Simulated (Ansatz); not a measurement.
## Ligand exchange: C2H2F3I + SiH3(OH) → C2H3F3O + SiH3I

Species: C2H2F3I (1,1,1-trifluoro-2-iodoethane) `FC(F)(F)CI`, singlet; SiH3(OH) (silanol), singlet; C2H3F3O (2,2,2-trifluoroethanol) `OCC(F)(F)F`, singlet; SiH3I `[SiH3]I`, singlet. The partners trade I for OH: C–I and Si–OH bonds give way to C–OH and Si–I.

Shapes, held fixed at every level: PBE0-D4/def2-TZVP. Flexible molecules stand in one conformer, not always the lowest. Programs: Ansatz 0.2.0. The zero-point and thermal change to 298 K, harmonic and unscaled (PBE0-D4/def2-TZVP), is +4.2 kJ/mol.

```csv
level,kind,ΔH(298 K) (kJ/mol),less CCSD(T)/def2-TZVPP
SPW92/def2-TZVPP,LDA,+24.4,-17.2
r2SCAN-D4/def2-TZVPP,meta-GGA,+32.5,-9.1
BHLYP-D4/def2-TZVPP,global hybrid,+34.4,-7.2
PBE0-D4/def2-TZVPP,global hybrid,+25.0,-16.6
B2PLYP/def2-TZVPP,double hybrid,+39.4,-2.2
MP2/def2-SVP,perturbation theory,+18.4,-23.2
CCSD(T)/def2-SVP,coupled cluster or CI,+12.2,-29.4
CCSD(T)/def2-TZVPP,coupled cluster or CI,+41.6,0.0
```

The highest level, CCSD(T)/def2-TZVPP, gives ΔH(298 K) = +41.6 kJ/mol; the levels span +12.2 to +41.6. The column of differences is taken from that level and isn't an error. No measured value is set beside it here. For atoms past krypton def2 sets carry core potentials with scalar relativity. Correlated rows may include outer-core shells of I, which these sets cover unevenly.

The exchange is endothermic at every level, so enthalpy favours keeping hydroxyl on silicon and iodine on carbon. The main reason is the strength of the Si–O bond: silicon is more electropositive than carbon, which gives the bond a large ionic contribution, and oxygen lone-pair donation into σ* orbitals on silicon probably adds to it. Forming C–O and Si–I bonds doesn't repay that loss, in line with the familiar oxophilicity of silicon.

The size of the enthalpy is much less secure than its sign. Enlarging the basis raises the CCSD(T) value from +12.2 to +41.6 kJ/mol, a larger shift than the spread among methods in the triple-zeta basis. The low MP2 result therefore probably reflects its small basis more than its treatment of correlation. Among the density functionals there is no steady improvement with rung, as PBE0 falls almost level with the LDA and below r2SCAN. B2PLYP comes closest to coupled cluster, but that agreement may not survive a further enlargement of the basis.
